Euler equations: symmetric-top precession and intermediate-axis instability

1. Premises and conventions

A molecule is modelled as point masses m_i held at fixed relative positions. Three premises are used. (P1) The masses obey Newton's laws in an inertial space frame, m_i d²r_i/dt² = F_i + G_i, with applied forces F_i and constraint forces G_i. (P2) The constraints are ideal: the G_i do no work in any virtual displacement that keeps the body rigid. (P3) The atoms do not all lie on one line. Both frames are right-handed, angular velocities are in rad/s, and a positive rotation about an axis is counter-clockwise seen from the tip of that axis.

With R the centre of mass, a rigid configuration is

r_i = R + A d_i,  Σ m_i d_i = 0,  (1)

where the d_i are constant body-frame vectors and A(t) is a proper rotation matrix (AᵀA = 1, det A = +1) that turns body components into space components. This description needs no pair-distance constraints. That matters for a planar molecule of more than three atoms, because an out-of-plane displacement changes its distances only in second order, so that distance constraints alone are degenerate.

2. Angular velocity and inertia tensor

Differentiating AᵀA = 1 gives (dA/dt)ᵀA + Aᵀ dA/dt = 0, so W = Aᵀ dA/dt is antisymmetric. Such a 3 × 3 matrix has three independent entries and acts as a cross product, W v = ω × v, with ω1 = W32, ω2 = W13, ω3 = W21. This defines ω, the angular velocity in body components. For any body-component vector v(t),

d(A v)/dt = A (dv/dt + ω × v).  (2)

With s_i = A d_i, (2) gives ds_i/dt = A(ω × d_i). A proper rotation obeys (A u) × (A v) = A(u × v), so the angular momentum about the centre of mass is

L_s = Σ m_i s_i × ds_i/dt = A Σ m_i d_i × (ω × d_i) = A L,

L = 𝐈 ω,  𝐈 = Σ m_i (|d_i|² 1 − d_i d_iᵀ),  (3)

by the identity d × (ω × d) = |d|² ω − d (d·ω). The tensor 𝐈 is constant, real and symmetric, so body axes e1, e2, e3 exist in which it is diagonal and L_k = I_k ω_k. The rotational kinetic energy is E = ½ Σ m_i |ω × d_i|² = ½ (I1 ω1² + I2 ω2² + I3 ω3²), positive for every nonzero ω by (P3), so all I_k > 0. Writing d_i = (x_i, y_i, z_i), one has I1 + I2 − I3 = 2 Σ m_i z_i² ≥ 0, and cyclically. A body lying in the plane z = 0 has I3 = I1 + I2.

3. The Euler equations

Differentiate L_s. The term ds_i/dt × ds_i/dt vanishes, and d²s_i/dt² = d²r_i/dt² − d²R/dt², so by (P1)

dL_s/dt = Σ s_i × F_i + Σ s_i × G_i − (Σ m_i s_i) × d²R/dt².

The last term is zero by (1). For the second, take the virtual rotation δr_i = δφ n × s_i about any unit vector n. Premise (P2) gives 0 = Σ G_i·(n × s_i) = n·Σ s_i × G_i, so the constraint torque vanishes. Hence dL_s/dt = A N, where N = Aᵀ Σ s_i × F_i is the applied torque in body components. Inserting L_s = A L, using (2) and multiplying by Aᵀ,

dL/dt + ω × L = N.

The first component of ω × L is ω2 I3 ω3 − ω3 I2 ω2 = (I3 − I2) ω2 ω3; the others follow by the cyclic change 1 → 2 → 3 → 1. These are Euler's equations:

I1 dω1/dt = (I2 − I3) ω2 ω3 + N1,
I2 dω2/dt = (I3 − I1) ω3 ω1 + N2,  (4)
I3 dω3/dt = (I1 − I2) ω1 ω2 + N3.

In a simulation N depends on A, and (4) is integrated together with dA/dt = A W. For N = 0 the three equations close on ω. Multiplying them by ω_k and adding gives dE/dt = ω1 ω2 ω3 [(I2 − I3) + (I3 − I1) + (I1 − I2)] = 0. Multiplying by I_k ω_k and adding gives ½ dL²/dt = ω1 ω2 ω3 [I1(I2 − I3) + I2(I3 − I1) + I3(I1 − I2)] = 0. Thus E and L² = Σ I_k² ω_k² are conserved. From here on N = 0.

4. The free symmetric top

Let I1 = I2, with e3 the symmetry axis. The third equation of (4) makes ω3 constant. Define

Ω = (I3 − I1) ω3/I1.  (5)

The first two equations become dω1/dt = −Ω ω2 and dω2/dt = Ω ω1. For ζ = ω1 + iω2, dζ/dt = −Ω ω2 + iΩ ω1 = iΩ ζ, so

ζ(t) = ζ(0) exp(iΩt).

The transverse part of ω keeps its length and turns about e3 in the body frame at the rate Ω, exactly, for any amplitude. An oblate top (I3 > I1) precesses in the sense of ω3, a prolate top (I3 < I1) in the opposite sense. The bounds 0 < I3 ≤ 2 I1 give −1 < Ω/ω3 ≤ 1.

The motion seen in space has another rate. With ω⊥ the transverse part, L/I1 = ω⊥ + (I3/I1) ω3 e3, and subtracting Ω e3 leaves ω⊥ + ω3 e3:

ω = L/I1 − Ω e3.

By (2), d(A e3)/dt = A(ω × e3) = (L_s/I1) × (A e3). The symmetry axis circles the fixed vector L_s at the rate |L|/I1, while the body spins about that axis at the additional rate −Ω.

5. Small deviations from a principal axis

Now order the moments as I1 < I2 < I3. The right-hand sides of (4) all vanish only if at most one ω_k is nonzero, so the steady rotations are those about principal axes.

Middle axis. Put ω = (η1, ω0 + η2, η3) with ω0 > 0 and small η_k. To first order,

dη1/dt = −(I3 − I2) ω0 η3/I1,  dη3/dt = −(I2 − I1) ω0 η1/I3,  dη2/dt = 0.

Differentiating the first and inserting the second,

d²η1/dt² = λ² η1,  λ = σ ω0,  σ = √[(I2 − I1)(I3 − I2)/(I1 I3)].  (6)

Both brackets are positive, so the exponents ±λ are real and one solution grows; for negative spin, ω0 is replaced by |ω2|. Since I3 − I2 ≤ I1, σ² ≤ (I2 − I1)/I3 < 1: the growth rate is always below the spin rate, and at given I1 and I2 the bound is reached by a planar body.

For the start η1 = ε ω0, η2 = η3 = 0, the solution is η1 = ε ω0 cosh λt and η3 = −g ε ω0 sinh λt, where the second linear equation fixes g = (I2 − I1)/(σ I3), equivalently g = σ I1/(I3 − I2). The neglected second-order equation dη2/dt = (I3 − I1) η1 η3/I2 then integrates to

η2 = −½ ρ ε² ω0 sinh² λt,  ρ = I1(I3 − I1)/[I2(I3 − I2)].  (7)

The linear theory holds while |η2| ≪ ω0, that is while √ρ ε sinh λt ≪ 1.

Outer axes. About e1, with ω1 constant to first order, dη2/dt = (I3 − I1) ω1 η3/I2 and dη3/dt = −(I2 − I1) ω1 η2/I3. The coefficients have opposite signs, so d²η2/dt² = −ν1² η2. The same steps apply to e3, and

ν1 = |ω1| √[(I2 − I1)(I3 − I1)/(I2 I3)],  ν3 = |ω3| √[(I3 − I1)(I3 − I2)/(I1 I2)].  (8)

Setting I1 = I2 in ν3 returns |Ω| of (5). Purely imaginary exponents do not prove stability of the nonlinear system; the conservation laws do. Direct substitution gives

L² − 2E I1 = I2(I2 − I1) ω2² + I3(I3 − I1) ω3²,
2E I3 − L² = I1(I3 − I1) ω1² + I2(I3 − I2) ω2²,  (9)
D = L² − 2E I2 = I3(I3 − I2) ω3² − I1(I2 − I1) ω1².

The first is a conserved positive definite form in ω2 and ω3: if they start small they stay small, and conservation of E then holds ω1 near its initial value. The second does the same for e3. The third is indefinite, its level curves are hyperbolas, and it sets no bound.

6. The full motion near the middle axis

Define p² = (2E I3 − L²)/[I2(I3 − I2)] and q² = (L² − 2E I1)/[I2(I2 − I1)], with p, q ≥ 0. The first two lines of (9) give

ω1² = a1² (p² − ω2²),  a1² = 1/ρ,
ω3² = a3² (q² − ω2²),  a3² = I2(I2 − I1)/[I3(I3 − I1)].

Squaring the second equation of (4) and noting (I3 − I1)² a1² a3²/I2² = σ²,

(dω2/dt)² = σ² (p² − ω2²)(q² − ω2²).  (10)

Bringing p² and q² to a common denominator, p² − q² = −(I3 − I1) D/[I2(I2 − I1)(I3 − I2)].

For D = 0, p = q = ω0, and the rising branch dω2/dt = σ(ω0² − ω2²) integrates to

ω2 = ω0 tanh λt,  ω1 = ±a1 ω0 sech λt,  ω3 = ±a3 ω0 sech λt,

with equal signs, because dω2/dt > 0 requires ω1 ω3 > 0. This separatrix leaves rotation about −e2 and approaches rotation about +e2. L_s is fixed, so the body turns over and its e2 axis reverses in space.

For D < 0, q < p. Then ω2 moves between −q and q, ω3 vanishes at the turning points, and ω1 keeps its sign: ω circles e1. With ω2 = q sin φ, the time from one turning point to the next is

τ = ∫ dω2/{σ √[(p² − ω2²)(q² − ω2²)]} = 2K(m)/(σ p),  m = q²/p²,  (11)

where K(m) is the integral of (1 − m sin²φ)^(−1/2) over φ from 0 to π/2. The period of ω is 2τ. For D > 0, p and q change places and ω circles e3. As m → 0, K → π/2 and the angular frequency π/τ tends to σp; with ω2 = ω3 = 0 in (9), σ²p² = ν1², in accord with (8).

For the start of section 5, (9) gives q = ω0 and p² = ω0²(1 + ρε²), so 1 − m ≈ ρε². The standard limit K(m) ≈ ln[4/√(1 − m)] for m → 1 yields

τ ≈ (2/λ) ln[4/(√ρ ε)].  (12)

The instability is a periodic turning over, with a waiting time that grows only logarithmically as the initial tilt shrinks. Off the separatrix ω is periodic and neighbouring orbits differ in period, so over long times they separate linearly in t; the exponential growth lasts for one passage.

7. Consequence for integrators

A forward Euler step ω → ω + h f(ω), with f taken from (4), changes D by its first-order term, which vanishes, plus h²[I3(I3 − I2) f3² − I1(I2 − I1) f1²]. Inserting f1 and f3, the bracket equals (I2 − I1)(I3 − I2) ω2² [(I2 − I1) ω1²/I3 − (I3 − I2) ω3²/I1] = −σ² ω2² D. Therefore

D_new = (1 − h² σ² ω2²) D.  (13)

The scheme shrinks |D| at every step with hσ|ω2| < 1, while L² rises by h²|ω × L|². A splitting method avoids the drift of L². Write E = Σ L_k²/(2I_k) and follow one term at a time. Under the term k, dL/dt = −(L_k/I_k) e_k × L keeps L_k fixed, so L turns about e_k by the angle −h L_k/I_k while A is multiplied from the right by the opposite rotation. Each substep preserves L², A L and the orthogonality of A to rounding error, and a symmetric sequence of substeps is time-reversible and of second order. This is the scheme of Dullweber, Leimkuhler and McLachlan (1997).

8. Range of validity

Equations (4) are exact under (P1) to (P3); (5), (10) and (11) are exact for N = 0; (6) is limited by (7), (8) to small amplitudes, and (12) to ρε² ≪ 1. A linear molecule has one vanishing moment and only two rotational freedoms, and lies outside (P3). For a real molecule four further conditions arise.

(a) Free rotation. The angular impulse of the torque over a time τ must be small against |L|, and, near the middle axis, small against the transverse components that set D. In a dilute gas this means τ short against the time between collisions. In a liquid the torques act without pause, and only the full equations (4) apply.

(b) Rigidity. For a mass on a spring of angular frequency ω_v, spinning at ω ≪ ω_v at radius r, the force balance ω_v² δr = ω² r gives δI/I = 2(ω/ω_v)². Evaluated with the softest vibration, this estimates the order of centrifugal distortion.

(c) No internal dissipation. At fixed L the energy lies between L²/(2I3) and L²/(2I1). If rotational energy drains into internal motion at fixed L, rotation about e1 decays, and only e3, the energy minimum, stays stable.

(d) Classical limit. The body components of the angular momentum operator have commutators of magnitude ħ|L_k|, so ΔL1 ΔL3 ≥ ħ|⟨L2⟩|/2. Trajectories have meaning for |L| ≫ ħ and for tilts beyond this spread.

9. Illustration: rigid ethylene at 300 K

Inputs, all approximate: C=C distance 133.9 pm, C–H distance 108.7 pm, H–C–H angle 117.4°, planar frame, m_C = 12 u, m_H = 1.0078 u. Take e1 along C=C (the a axis of spectroscopy), e2 in the plane (b) and e3 normal to it (c). The carbons lie at x = ±66.95 pm. The hydrogens lie at x = ±(66.95 + 108.7 cos 58.7°) pm = ±123.42 pm and y = ±108.7 sin 58.7° pm = ±92.88 pm. Then I1 = 4 m_H y², I2 = 2 m_C x_C² + 4 m_H x_H², I3 = I1 + I2:

I1 = 5.77, I2 = 28.06, I3 = 33.83, in units of 10⁻⁴⁷ kg m².

These rounded values define the model from here on. Ray's parameter κ = (2/I2 − 1/I1 − 1/I3)/(1/I1 − 1/I3) equals −1 for a prolate symmetric top; here κ = −0.915. Planarity means I3 − I2 = I1 and I3 − I1 = I2, so that ρ = 1, ν3 = |ω3| and

σ = ν1/|ω1| = √[(I2 − I1)/I3] = √(22.29/33.83) = 0.812.

Equipartition sets root-mean-square rates √(k_B T/I_k). With k_B T = 4.14 × 10⁻²¹ J they are ω1 = 8.47 × 10¹² rad/s and ω0 = 3.84 × 10¹² rad/s for axes 1 and 2, and these values are used below.

Precession about the C=C axis. The near-symmetry axis is e1, so (5) is applied with the cyclic relabelling (1, 2, 3) → (2, 3, 1): ζ = ω2 + iω3 and Ω = (I1 − I⊥) ω1/I⊥. Choosing 1/I⊥ = ½(1/I2 + 1/I3) gives I⊥ = 30.68 × 10⁻⁴⁷ kg m² and Ω/ω1 = −0.8119, against ν1/ω1 = 0.8117 from (8). The closeness has a reason: |Ω|/ω1 is the arithmetic mean and ν1/ω1 the geometric mean of 1 − I1/I2 and 1 − I1/I3, so they differ only in second order in the asymmetry, here by the fraction 2.3 × 10⁻⁴. Thus Ω = −6.88 × 10¹² rad/s, a retrograde precession of period 0.91 ps, and for a small wobble the C=C axis circles L_s at about I1 ω1/I⊥ = 1.59 × 10¹² rad/s. The first line of (9) makes the path of (L2, L3) an ellipse with axis ratio √[(1 − I1/I2)/(1 − I1/I3)] = 0.979.

The symmetric-top picture fails when ω1 is small. In the canonical ensemble of the free rotor the variables u_k = √I_k ω_k are independent Gaussians of equal variance, so the direction of (u1, u3) is uniform on the circle. The condition D > 0 reads |u1/u3| < √[(I3 − I2)/(I2 − I1)], which holds for the fraction (2/π) arctan √(5.77/22.29) = 0.30 of the molecules at any temperature. These circle e3, a motion absent from the prolate symmetric top.

Instability about the b axis. From (6), λ = 3.12 × 10¹² s⁻¹ and 1/λ = 0.321 ps, against a rotation period 2π/ω0 = 1.64 ps. The growing solution is multiplied by exp(2πσ) = 164 in one revolution. The molecule is close to prolate and still strongly unstable, because σ² contains (I3 − I2)/I1, which is 1 for a planar body however small I1 is. With ρ = 1, (11) has m = 1/(1 + ε²) and p = ω0 √(1 + ε²):

ε = 0.1:  K = 3.70, τ = 2.36 ps
ε = 0.01:  K = 5.99, τ = 3.84 ps
ε = 0.001:  K = 8.29, τ = 5.32 ps

Formula (12) gives 2.37 ps for the first case, and each further decade in ε adds 2 ln 10/λ = 1.48 ps. At ε = 0.1 the model molecule turns over once every 1.4 rotation periods. Forward Euler with h = 2 fs has (hλ)² = 3.9 × 10⁻⁵, so by (13) |D| falls by about 1.9 % over 500 steps spent near the b axis.

Sizes of the neglected effects. Geometry: with r = I1/I2 = 0.206 and σ² = (1 − r)/(1 + r), d ln σ/d ln r = −r/(1 − r²) = −0.21. Vibrational averaging typically shifts moments of inertia by up to about one per cent, which leaves the third figure of σ and λ uncertain for the real molecule. Collisions: at 10⁵ Pa the ideal-gas density is n = 2.41 × 10²⁵ m⁻³, and the mean speed √(8k_B T/πM) with M = 28.03 u is 476 m/s. For a typical hard-sphere diameter d = 0.42 nm the rate √2 n π d² v̄ is 9.0 × 10⁹ s⁻¹, a free time of 0.11 ns, or about 47 flips at ε = 0.1. Distortion: the softest vibration lies at approximately 826 cm⁻¹, ω_v = 1.56 × 10¹⁴ rad/s, so δI/I is of order 1 × 10⁻³ at ω0 and 6 × 10⁻³ at ω1. Both exceed the gap of 2.3 × 10⁻⁴ between Ω and ν1, which is therefore a property of the rigid model only.

The quantum condition is the most restrictive. The thermal angular momenta are I2 ω0 = 10.2 ħ and I1 ω1 = 4.63 ħ. For rotation about b the uncertainty product requires √(ΔL1 ΔL3) ≥ 2.26 ħ, whereas the tilt ε = 0.1 has L1 = I1 ε ω0 = 0.21 ħ and L3 = 0. None of the three starts can be prepared in real ethylene at this angular momentum. The values of τ describe the classical rigid model that a simulation integrates, and are exact test cases for its integrator; what carries over to a rotational wave packet aligned with b is the time scale 1/λ, about a third of a picosecond, on which its spread of directions grows.